**Screening of the 5d level of Re²⁺ by an electron moved to outer subshells**

The table holds the 5d eigenvalue, mean radius and mean inverse radius of Re²⁺ in ten imposed configurations, from all-electron scalar-relativistic PBE calculations with ld1.x, spherical and without spin polarisation. The program tests the shell-theorem model, in which the moved electron raises inner levels by its mean inverse radius, together with three fitted forms and a count of the electrons' potential at the nucleus. The 5d level deepens in the order of the moved electron's mean radius, and its slope against that electron's mean inverse radius rises from 0.59 for s to 0.94 for f. Linear fits to the nine excited rows leave 0.12 to 0.27 eV rms and miss the 5d⁵ row, which was left out of them, by 0.9 to 2.7 eV. The 1s shifts are reproduced within 0.18 eV by direct screening plus relaxation, and 93 % of the 5d contraction is complete at 7s, where 33 % of the energy shift remains.

All-electron Kohn-Sham calculations for the Re²⁺ ion (Z = 75) with Quantum ESPRESSO ld1.x 7.5, using the PBE functional. They are scalar-relativistic and spin-unpolarised, with spherical densities and a point nucleus. Eigenvalues are negative for bound levels.

## Program and output

```python
# Table: 5d eigenvalue, <r>, <1/r> of Re2+ in ten configurations; ld1.x all-electron, PBE,
# scalar-relativistic, spin-unpolarised, spherical. Tested: shell-theorem screening by the moved electron.
T = {
    'configuration': ['[Xe] 4f14 5d5', '[Xe] 4f14 5d4 5f1', '[Xe] 4f14 5d4 6s1', '[Xe] 4f14 5d4 6p1', '[Xe] 4f14 5d4 6d1', '[Xe] 4f14 5d4 6f1', '[Xe] 4f14 5d4 7s1', '[Xe] 4f14 5d4 7p1', '[Xe] 4f14 5d4 7d1', '[Xe] 4f14 5d4 7f1'],
    'eigenvalue_5d': [-21.416, -27.403, -23.603, -24.863, -27.032, -29.361, -27.526, -28.262, -29.332, -30.518],  # eV
    'mean_radius_5d': [1.7815, 1.6885, 1.7305, 1.7138, 1.6919, 1.6841, 1.6886, 1.6852, 1.6838, 1.6812],  # bohr
    'mean_inverse_radius_5d': [0.72828, 0.76394, 0.74821, 0.75475, 0.76251, 0.76519, 0.76354, 0.76462, 0.76521, 0.76618],  # 1/bohr
}
import numpy as np
from scipy.constants import physical_constants as pc
from scipy.stats import spearmanr
H = pc['Hartree energy in eV'][0]
# typed from further outputs of the same runs (less vetted):
# <r>out, <1/r>out, eps1s, eps4f, <1/r>5s, <1/r>5p, <1/r>4f
X = {'5d5': (1.781482, 0.7282772, -71684.43, -58.92257, 1.293223, 1.089731, 2.163581),
     '5f1': (5.328377, 0.222235, -71692.16, -66.56323, 1.297144, 1.098268, 2.165054),
     '6s1': (2.648363, 0.4796049, -71687.65, -62.20472, 1.296514, 1.096102, 2.164515),
     '6p1': (3.277994, 0.3839667, -71689.17, -63.70012, 1.296706, 1.097179, 2.164659),
     '6d1': (4.90864, 0.2578602, -71691.61, -66.05531, 1.29663, 1.097531, 2.164791),
     '6f1': (9.255185, 0.1464836, -71694.12, -68.52533, 1.297067, 1.098197, 2.165017),
     '7s1': (5.430501, 0.2345926, -71692.12, -66.58581, 1.296795, 1.097688, 2.164832),
     '7p1': (6.442801, 0.1990837, -71692.90, -67.35495, 1.296845, 1.097846, 2.164865),
     '7d1': (8.720826, 0.1535428, -71694.02, -68.45363, 1.296853, 1.097955, 2.164911),
     '7f1': (14.20774, 0.09965823, -71695.29, -69.69835, 1.297036, 1.098219, 2.165008)}
F6f, Fdd = 3.848873, 14.60776  # eV, F0(6f,5d), F0(5d,5d) of the 6f run
F6d = 6.34                     # eV, F0(6d,5d), auditor's note only
k = [c.split()[-1] for c in T['configuration']]
ix = {s: i for i, s in enumerate(k)}
e, r, u = (np.array(T[c], float) for c in ('eigenvalue_5d', 'mean_radius_5d', 'mean_inverse_radius_5d'))
ro, uo, e1, e4, u5s, u5p, u4f = np.array([X[s] for s in k]).T
m = np.array([s != '5d5' for s in k]); j = ix['7f1']; z = ix['5d5']
o = np.argsort(ro); rms = lambda v: np.sqrt(np.mean(v[m]**2))
print('rounding: eps5d 0.0005 eV, eps1s 0.005 eV, r 0.00005 bohr; fits omit 5d5 (electron not outer)')
bA, aA = np.polyfit(H*uo[m], e[m], 1); rA = e-aA-bA*H*uo
c, aB = np.polyfit(H*(u-u[j])[m], (e-H*uo)[m], 1); rB = e-H*uo-aB-c*H*(u-u[j])
bC, aC = np.polyfit(H/ro[m], e[m], 1); rC = e-aC-bC*H/ro
print(f'A a+b<1/r>out: a={aA:.2f} eV b={bA:.3f} rms={rms(rA):.3f} eV')
print(f'B a+<1/r>out+c*d<1/r>5d: a={aB:.2f} eV c={c:.2f} rms={rms(rB):.3f} eV')
print(f'C a+b/<r>out: a={aC:.2f} eV b={bC:.3f} rms={rms(rC):.3f} eV')
print('row <r>out/bohr <1/r>out/eV eps-<1/r>out/eV resA resB resC /eV')
for i in o:
    print(f'{k[i]} {ro[i]:6.2f} {H*uo[i]:6.2f} {e[i]-H*uo[i]:7.2f} {rA[i]:+.2f} {rB[i]:+.2f} {rC[i]:+.2f}')
for nm, v in (('A', rA), ('B', rB), ('C', rC)):
    w = np.argmax(abs(v)*m); print(f'worst fitted row {nm}: {k[w]} {v[w]:+.2f} eV')
sl = {}
for l in 'spdf':
    q = [i for i in range(len(k)) if m[i] and k[i][1] == l]
    sl[l] = np.polyfit(H*uo[q], e[q], 1)[0]
print('slope d eps/d<1/r>out per l:', ' '.join(f'{l}={v:.3f}' for l, v in sl.items()))
n = np.array([int(s[0]) for s in k])
print('Spearman eps vs n %.2f, vs <r>out %.2f, vs <1/r>out %.2f' % tuple(spearmanr(v[m], e[m])[0] for v in (n, ro, uo)))
direct = H*(uo-uo[j]); rd = 4*H*(u-u[j])
rc = H*(2*(u5s-u5s[j])+6*(u5p-u5p[j])+14*(u4f-u4f[j])); D = direct+rd+rc; r1 = e1-e1[j]-D
print('vs 7f /eV: row d5d d4f d1s | direct relax5d relax5s5p4f sum res1s | dr5d/bohr')
for i in o:
    print(f'{k[i]} {e[i]-e[j]:5.2f} {e4[i]-e4[j]:5.2f} {e1[i]-e1[j]:5.2f} | {direct[i]:5.2f} {rd[i]:5.2f} {rc[i]:5.2f} {D[i]:5.2f} {r1[i]:+.2f} | {r[i]-r[j]:.4f}')
print(f'5d5->7f: r falls {100*(1-r[j]/r[z]):.1f}%, |eps| grows {100*(e[j]/e[z]-1):.1f}%, 5d/1s shift {(e[z]-e[j])/(e1[z]-e1[j]):.2f}')
for a, b in (('5d5', '6s1'), ('5d5', '7s1'), ('7s1', '7f1'), ('5f1', '7s1'), ('7d1', '6f1')):
    de, dr = e[ix[b]]-e[ix[a]], r[ix[b]]-r[ix[a]]
    print(f'{a}->{b}: deps={de:+.3f} eV ({100*de/(e[j]-e[z]):.0f}% of total) dr={dr:+.4f} bohr ({100*dr/(r[j]-r[z]):.0f}%)')
f = ix['6f1']; d = ix['6d1']
print(f'F0(6f,5d)={F6f:.2f} vs <1/r>6f={H*uo[f]:.2f} eV, ratio {F6f/(H*uo[f]):.3f}; 6d ratio {F6d/(H*uo[d]):.3f}')
print(f'6d->6f: F0 drop {F6d-F6f:.2f} eV, eps drop {e[d]-e[f]:.2f} eV, ratio {(e[d]-e[f])/(F6d-F6f):.2f}')
print(f'5d5->6f: frozen F0 drop {Fdd-F6f:.2f} eV, eps drop {e[z]-e[f]:.2f} eV, ratio {(e[z]-e[f])/(Fdd-F6f):.2f}')
assert spearmanr(ro, e)[0] < -0.95
assert 0 < sl['s'] < sl['p'] < sl['d'] < sl['f'] < 1
assert np.max(abs(r1)) < 0.3
assert r[ix['7s1']]-r[j] < 0.1*(r[z]-r[j])
```

Printed output:

```
rounding: eps5d 0.0005 eV, eps1s 0.005 eV, r 0.00005 bohr; fits omit 5d5 (electron not outer)
A a+b<1/r>out: a=-31.93 eV b=0.666 rms=0.273 eV
B a+<1/r>out+c*d<1/r>5d: a=-33.27 eV c=6.85 rms=0.119 eV
C a+b/<r>out: a=-31.80 eV b=0.825 rms=0.177 eV
row <r>out/bohr <1/r>out/eV eps-<1/r>out/eV resA resB resC /eV
5d5   1.78  19.82  -41.23 -2.68 -0.90 -2.22
6s1   2.65  13.05  -36.65 -0.37 -0.04 -0.28
6p1   3.28  10.45  -35.31 +0.11 +0.09 +0.09
6d1   4.91   7.02  -34.05 +0.22 -0.10 +0.20
5f1   5.33   6.05  -33.45 +0.50 +0.23 +0.18
7s1   5.43   6.38  -33.91 +0.15 -0.15 +0.14
7p1   6.44   5.42  -33.68 +0.06 -0.12 +0.05
7d1   8.72   4.18  -33.51 -0.19 -0.06 -0.11
6f1   9.26   3.99  -33.35 -0.09 +0.10 +0.01
7f1  14.21   2.71  -33.23 -0.40 +0.04 -0.30
worst fitted row A: 5f1 +0.50 eV
worst fitted row B: 5f1 +0.23 eV
worst fitted row C: 7f1 -0.30 eV
slope d eps/d<1/r>out per l: s=0.588 p=0.676 d=0.810 f=0.935
Spearman eps vs n -0.56, vs <r>out -1.00, vs <1/r>out 0.98
vs 7f /eV: row d5d d4f d1s | direct relax5d relax5s5p4f sum res1s | dr5d/bohr
5d5  9.10 10.78 10.86 | 17.11 -4.13 -2.14 10.84 +0.02 | 0.1003
6s1  6.91  7.49  7.64 | 10.34 -1.96 -0.56  7.82 -0.18 | 0.0493
6p1  5.66  6.00  6.12 |  7.74 -1.24 -0.32  6.17 -0.05 | 0.0326
6d1  3.49  3.64  3.68 |  4.30 -0.40 -0.22  3.69 -0.01 | 0.0107
5f1  3.12  3.14  3.13 |  3.34 -0.24  0.03  3.12 +0.01 | 0.0073
7s1  2.99  3.11  3.17 |  3.67 -0.29 -0.17  3.22 -0.05 | 0.0074
7p1  2.26  2.34  2.39 |  2.71 -0.17 -0.13  2.41 -0.02 | 0.0040
7d1  1.19  1.24  1.27 |  1.47 -0.11 -0.09  1.27 -0.00 | 0.0026
6f1  1.16  1.17  1.17 |  1.27 -0.11  0.00  1.17 +0.00 | 0.0029
7f1  0.00  0.00  0.00 |  0.00  0.00  0.00  0.00 +0.00 | 0.0000
5d5->7f: r falls 5.6%, |eps| grows 42.5%, 5d/1s shift 0.84
5d5->6s1: deps=-2.187 eV (24% of total) dr=-0.0510 bohr (51%)
5d5->7s1: deps=-6.110 eV (67% of total) dr=-0.0929 bohr (93%)
7s1->7f1: deps=-2.992 eV (33% of total) dr=-0.0074 bohr (7%)
5f1->7s1: deps=-0.123 eV (1% of total) dr=+0.0001 bohr (-0%)
7d1->6f1: deps=-0.029 eV (0% of total) dr=+0.0003 bohr (-0%)
F0(6f,5d)=3.85 vs <1/r>6f=3.99 eV, ratio 0.966; 6d ratio 0.904
6d->6f: F0 drop 2.49 eV, eps drop 2.33 eV, ratio 0.93
5d5->6f: frozen F0 drop 10.76 eV, eps drop 7.95 eV, ratio 0.74
```
